\section*{Electrostatic core--core correction beyond point charges: CsH}

A large-core effective core potential replaces an atomic core by a point charge $Qe$ and an operator that acts on the valence electrons. Two cores then contribute $KQ_AQ_B/R$, with $K=e^2/4\pi\varepsilon_0$. For caesium with one valence electron the core is the whole Cs$^+$ ion, which is large enough for a neighbour to reach into it. We want the electrostatic correction
\begin{equation}
\Delta E(R)=E(R)-\frac{KQ_AQ_B}{R},
\end{equation}
where $E$ is the classical Coulomb energy of two frozen spherical charge distributions and a positive $\Delta E$ means extra repulsion. Relativity enters only through the radii of the frozen densities.

\subsection*{Model and inputs}

Centre $A$ has a point charge $Z_Ae$ and a cloud of $N_A$ electrons,
\begin{equation}
n_A(r)=N_A\left(\frac{a}{\pi}\right)^{3/2}e^{-ar^2},\qquad \langle r^2\rangle=\frac{3}{2a},\qquad Q_A=Z_A-N_A .
\end{equation}
Centre $B$ has $Z_B$, $N_B$ and exponent $b$. The exponents belong to densities, so an orbital whose square is such a cloud has half the exponent.

For Cs$^+$ we merge the 46 inner electrons with the nucleus and keep the $5s^25p^6$ shell as the cloud: $Z_A=9$, $N_A=8$, $Q_A=1$. An approximate root-mean-square radius of $0.115$ nm gives $a=113\ \mathrm{nm^{-2}}$. The bond length is approximately $R=0.250$ nm, so $K/R=922.8$ zJ ($1\ \mathrm{zJ}=10^{-21}$ J, $1\ \mathrm{aJ}=10^{-18}$ J).

Hydrogen is treated in two ways. In case P it is a bare proton, $Z_B=1$, $N_B=0$, which is its ``core'' when both valence electrons are treated explicitly. In case H the proton carries both valence electrons as a frozen H$^-$ cloud, $N_B=2$, $Q_B=-1$, the ionic picture of the bond. For its size we take the one-parameter $1s^2$ function with exponent $\zeta=11/16$ in units of $1/a_0$. It has $\langle r^2\rangle=3a_0^2/\zeta^2$, a radius of $0.133$ nm, and hence $b=84\ \mathrm{nm^{-2}}$. All inputs are illustrative and all results are the model's. Intermediate digits are kept so that the arithmetic can be followed; at most two figures of an energy carry meaning.

One integral supplies every term. A unit Gaussian cloud has the form factor $e^{-q^2/4a}$ and the kernel $1/r$ has the transform $4\pi/q^2$. After the angular integration the interaction of two unit clouds of like sign is
\begin{equation}
K\,\frac{2}{\pi}\int_0^\infty \frac{\sin qR}{qR}\,e^{-q^2/4a}\,e^{-q^2/4b}\,dq=\frac{K}{R}\,\mathrm{erf}(\sqrt{\mu}R),\qquad \mu=\frac{ab}{a+b}.
\label{eq:pair}
\end{equation}

\paragraph{Predict.} What does Eq.~(\ref{eq:pair}) become when cloud $B$ shrinks to a point?

For $b\to\infty$, $\mu\to a$ and the result is $K\,\mathrm{erf}(\sqrt aR)/R$. Every pair thus departs from $K/R$ by an amount $K\,\mathrm{erfc}(\cdot)/R$, with $\mathrm{erfc}=1-\mathrm{erf}$. With $\mu=48.18\ \mathrm{nm^{-2}}$ the three magnitudes in case H are:

\begin{center}
\begin{tabular}{lcccc}
pair & weight & argument & erfc & size / zJ\\ \hline
nucleus $A$, cloud $B$ & $Z_AN_B=18$ & $\sqrt bR=2.291$ & $1.19\times10^{-3}$ & $19.8$\\
nucleus $B$, cloud $A$ & $Z_BN_A=8$ & $\sqrt aR=2.658$ & $1.71\times10^{-4}$ & $1.3$\\
cloud $A$, cloud $B$ & $N_AN_B=16$ & $\sqrt\mu R=1.735$ & $1.41\times10^{-2}$ & $208.5$
\end{tabular}
\end{center}

Only the signs remain to be fixed.

\subsection*{A wrong attempt}

\emph{The argument of this subsection is wrong, and so is its formula, Eq.~(\ref{eq:wrong}).}

\begin{enumerate}
\item[W1.] A nucleus that enters the other cloud is no longer screened by the electrons lying outside it. This adds $+Z_BN_A\,\mathrm{erfc}(\sqrt aR)\,K/R$, and likewise $+Z_AN_B\,\mathrm{erfc}(\sqrt bR)\,K/R$.
\item[W2.] Penetration is always repulsive: closed shells resist overlap, and electrons pushed into one region repel each other. The cloud--cloud term therefore adds $+N_AN_B\,\mathrm{erfc}(\sqrt\mu R)\,K/R$.
\item[W3.] The sum is
\end{enumerate}
\begin{equation}
\Delta E_{\mathrm{wrong}}=\frac{K}{R}\Big[Z_AN_B\,\mathrm{erfc}(\sqrt bR)+Z_BN_A\,\mathrm{erfc}(\sqrt aR)+N_AN_B\,\mathrm{erfc}(\sqrt\mu R)\Big].
\label{eq:wrong}
\end{equation}
For the bare proton only the middle term survives, and $\Delta E=+1.3$ zJ. For the hydride the three sizes add to $+229.6$ zJ. The attempt concludes, wrongly, that electrostatics alone supplies a repulsive wall and lifts the ion-pair energy from $-0.92$ aJ to $-0.69$ aJ.

\paragraph{Predict.} Find a limit in which the answer is known without calculation and in which the third term matters. Does the bare proton qualify?

\subsection*{The symptom}

The bare proton does not qualify, because $N_B=0$ removes the third term whatever its sign. Instead give the proton one electron and collapse the cloud onto it: $Z_B=N_B=1$, $b\to\infty$. The object is a neutral point, so $E$, $Q_AQ_B$ and $\Delta E$ must all vanish. In Eq.~(\ref{eq:wrong}) the first term vanishes and $\mu\to a$, which leaves
\begin{equation}
\Delta E_{\mathrm{wrong}}\to\frac{K}{R}\,(Z_B+N_B)\,N_A\,\mathrm{erfc}(\sqrt aR)=+2.5\ \mathrm{zJ}.
\end{equation}
A point without charge is repelled by Cs$^+$. The combination $Z_B+N_B$ stands where only the net charge $Z_B-N_B$ can stand.

A second limit confirms it. As $R\to0$ the interactions that involve a cloud stay finite, so $RE/K$ must tend to $Z_AZ_B$. Every erfc tends to 1, and the wrong formula gives
\begin{equation}
Q_AQ_B+Z_AN_B+Z_BN_A+N_AN_B=Z_AZ_B+2N_AN_B ,
\end{equation}
which is 41 in case H in place of 9.

\paragraph{Predict.} Both tests fail by a term in $N_AN_B$. By Eq.~(\ref{eq:pair}), do two overlapping electron clouds repel more or less than two point charges at their centres?

\subsection*{The faulty line}

They repel less, since $\mathrm{erf}(\sqrt\mu R)<1$. The faulty line is W2. Smearing a spherical charge weakens its interaction with a spherical partner. A weakened attraction, nucleus with cloud, counts as repulsion, so W1 is right. A weakened repulsion, cloud with cloud, counts as attraction. Line W2 credited the resistance of closed shells, which comes from the antisymmetry of the wave function, to the Coulomb energy of frozen densities, where it has no place.

\subsection*{The mended calculation}

Write the four pair energies with the signs of the charges:
\begin{equation}
E=\frac{K}{R}\Big[Z_AZ_B-Z_AN_B\,\mathrm{erf}(\sqrt bR)-Z_BN_A\,\mathrm{erf}(\sqrt aR)+N_AN_B\,\mathrm{erf}(\sqrt\mu R)\Big].
\end{equation}
Insert $\mathrm{erf}=1-\mathrm{erfc}$. The constants collect to $Z_AZ_B-Z_AN_B-Z_BN_A+N_AN_B=Q_AQ_B$, and the rest is
\begin{equation}
\Delta E=\frac{K}{R}\Big[Z_AN_B\,\mathrm{erfc}(\sqrt bR)+Z_BN_A\,\mathrm{erfc}(\sqrt aR)-N_AN_B\,\mathrm{erfc}(\sqrt\mu R)\Big].
\label{eq:right}
\end{equation}
Both tests now pass. For $b\to\infty$ the bracket becomes $Q_BN_A\,\mathrm{erfc}(\sqrt aR)$, and for $R\to0$ one finds $RE/K\to Z_AZ_B$.

\paragraph{Predict.} Which term of Eq.~(\ref{eq:right}) is the last to die as $R$ grows, and under what condition?

For large $x$, $\mathrm{erfc}(x)\simeq e^{-x^2}/(x\sqrt\pi)$. Since $1/\mu=1/a+1/b$, $\mu$ is smaller than both $a$ and $b$, so the cloud--cloud term decays most slowly. If both centres carry Gaussian clouds, the correction is attractive at first overlap:
\begin{equation}
\Delta E\simeq-\frac{K N_AN_B}{\sqrt{\pi\mu}\,R^2}\,e^{-\mu R^2}\qquad(R\to\infty,\ N_AN_B\neq0).
\end{equation}
The tails meet long before either nucleus is inside the other cloud. At small $R$ the bracket tends to $Z_AZ_B-Q_AQ_B$, which is $+10$ in case H, so the sign changes on the way in. With our inputs this happens at $R=0.085$ nm, far inside the bond length and where a frozen two-cloud model no longer describes the molecule.

The bare proton gives repulsion at every distance, and not only for Gaussians. For a point charge $Z_Be$ and any spherical density, the shell theorem says that a shell of radius $r<R$ acts as if at the centre, while a shell with $r>R$ gives a potential proportional to $1/r$ in place of $1/R$. Hence
\begin{equation}
\Delta E_{\mathrm P}=KZ_B\int_R^\infty 4\pi r^2n_A(r)\left(\frac1R-\frac1r\right)dr\ \ge 0 ,
\label{eq:shell}
\end{equation}
which for the Gaussian equals $KZ_BN_A\,\mathrm{erfc}(\sqrt aR)/R$. This repulsion is purely electrostatic. A proton has no electrons, so no Pauli term accompanies it.

With electrons on both centres the sign at first overlap depends on the form of the tails. Let the density of $B$ fall as $e^{-\kappa r}$ and that of $A$ faster. The same shell integral shows that a unit charge at distance $s$ from $B$ interacts with each electron of $B$ less than $K/s$ by $Kf(s)$, with $f(s)=e^{-\kappa s}(1/s+\kappa/2)$. At large $R$, averaging $f$ over a sphere of radius $r$ about $A$ multiplies $f(R)$ by $\sinh(\kappa r)/\kappa r$. Nucleus $A$ and cloud $A$ then share one exponential:
\begin{equation}
\Delta E\simeq KN_Bf(R)\left[Z_A-N_A\left\langle\frac{\sinh\kappa r}{\kappa r}\right\rangle_A\right].
\end{equation}
The $1s^2$ hydride has $\kappa=2\zeta=1.375/a_0$. For our Cs$^+$ cloud the average is $e^{\kappa^2/4a}$ and the bracket is $9-36<0$, so the attraction survives. For Li$^+$ as $1s^2$ with exponent $\zeta_A=2.69/a_0$ the average is $(1-\kappa^2/4\zeta_A^2)^{-2}$ and the bracket is $3-2.29>0$. A compact cation entering a diffuse anion thus meets an electrostatic repulsive correction.

The mended values are
\begin{equation}
\Delta E_{\mathrm P}=+1.3\ \mathrm{zJ},\qquad \Delta E_{\mathrm H}=(19.8+1.3-208.5)\ \mathrm{zJ}=-187.4\ \mathrm{zJ}.
\end{equation}
The first is about 8 meV.

\paragraph{Predict.} Equation~(\ref{eq:right}) is linear in $N_B$ at fixed $b$. How much electronic charge on the proton reverses the sign at the bond length?

Each electron on $B$ contributes $+9.9$ zJ through nucleus $A$ and $-104.3$ zJ through cloud $A$. The $+1.3$ zJ of the bare proton is cancelled at $N_B=0.013$. The repulsive sign in CsH belongs to the bare proton and to almost nothing else.

\subsection*{Where net repulsion comes from}

Cs$^+$ and H$^-$ at first overlap attract through both the penetration term and the point-charge term. For this pair a repulsive correction must come from antisymmetry. Take one electron in a normalised $s$ Gaussian orbital $\phi_A\propto e^{-ar^2/2}$ and one of the same spin in $\phi_B\propto e^{-br^2/2}$. Their overlap is
\begin{equation}
S=\left(\frac{2\sqrt{ab}}{a+b}\right)^{3/2}e^{-\mu R^2/2}.
\end{equation}
The determinant has kinetic energy $(T_{AA}+T_{BB}-2ST_{AB})/(1-S^2)$, with $T_{AA}=3\hbar^2a/4m_e$, $T_{BB}=3\hbar^2b/4m_e$ and $T_{AB}=(\hbar^2\mu/2m_e)(3-\mu R^2)S$. Subtract $T_{AA}+T_{BB}$ and use $\tfrac34(a+b)-3\mu=\tfrac34(a-b)^2/(a+b)$:
\begin{equation}
\Delta T=\frac{\hbar^2}{m_e}\,\frac{S^2}{1-S^2}\left[\frac{3(a-b)^2}{4(a+b)}+\mu^2R^2\right]>0 .
\end{equation}
This is of order $S^2\propto e^{-\mu R^2}$, the same exponential as the attractive penetration term, so neither may be kept without the other. Here $S=0.22$ and $\Delta T=0.09$ aJ for one pair. The hydride $1s$ orbital overlaps $5s$ and $5p_\sigma$ for each spin, and four pairs of this size would give $0.36$ aJ against $-0.19$ aJ of penetration. This fixes an order of magnitude only. Nodeless Gaussians stand in for $5s$ and $5p$, and the potential-energy terms of order $S^2$ in the determinant have been left out.

\subsection*{Size of the error}

Subtracting Eq.~(\ref{eq:right}) from Eq.~(\ref{eq:wrong}) gives
\begin{equation}
\Delta E_{\mathrm{wrong}}-\Delta E=\frac{2KN_AN_B}{R}\,\mathrm{erfc}(\sqrt\mu R).
\end{equation}
For Cs$^+$ and the bare proton the error is exactly zero. The slip gives the right $+1.3$ zJ there, so this pair cannot serve as a test of the general formula. With the two valence electrons frozen on the proton the error is $0.42$ aJ, or $2.6$ eV, which is $45$ per cent of the point-charge energy, and the sign of the correction is reversed: $+0.23$ aJ in place of $-0.19$ aJ. In a pseudopotential calculation with explicit valence electrons only $\Delta E_{\mathrm P}$ is to be added, because the pseudopotential is meant to carry the penetration and Pauli effects between valence electrons and core. The error strikes when the formula is carried over to frozen ions, or to two cores that both hold electrons.

Three neglected effects limit these numbers.

\emph{The tail.} Equation~(\ref{eq:shell}) samples only $r>R$, where a real density falls exponentially and a Gaussian falls too fast. A radial distribution proportional to $r^6e^{-\lambda r}$ has $\langle r^2\rangle=56/\lambda^2$, so the same radius needs $\lambda=65\ \mathrm{nm^{-1}}$. It gives $\Delta E_{\mathrm P}=1.9$ zJ, larger by a factor $1.5$. The Gaussian value is best read as a low estimate.

\emph{The inner shells.} Spread the 46 inner electrons into a Gaussian of approximate radius $0.03$ nm, with exponent $a'=3/2\langle r^2\rangle$ and $\mu'=a'b/(a'+b)$. Case P is unaffected at this precision. The mended case H changes by $92\,[\mathrm{erfc}(\sqrt bR)-\mathrm{erfc}(\sqrt{\mu'}R)]K/R=-32$ zJ, while the error of the slip grows by a further $0.27$ aJ.

\emph{Core polarisation.} A unit point charge at distance $R$ lowers the energy of a core of polarisability volume $\alpha'$ by $\alpha'K/2R^4$. With approximately $\alpha'=2.3\times10^{-30}\ \mathrm{m^3}$ for Cs$^+$ this undamped estimate is $-68$ zJ. It exceeds $\Delta E_{\mathrm P}$ by far and is a sizeable part of $\Delta E_{\mathrm H}$, and the polarisation of the hydride cloud comes on top.

The model's mended electrostatic energy of the ion pair is $-1.11$ aJ. The binding of CsH relative to separated ions is typically put near $0.8$ aJ, so the model overbinds by a factor of about $1.4$, as it may when the Pauli term is absent. The wrong total of $-0.69$ aJ lies closer, because the reversed sign imitates the missing repulsion. A plausible total is therefore no evidence for the formula, and the two limits used above are.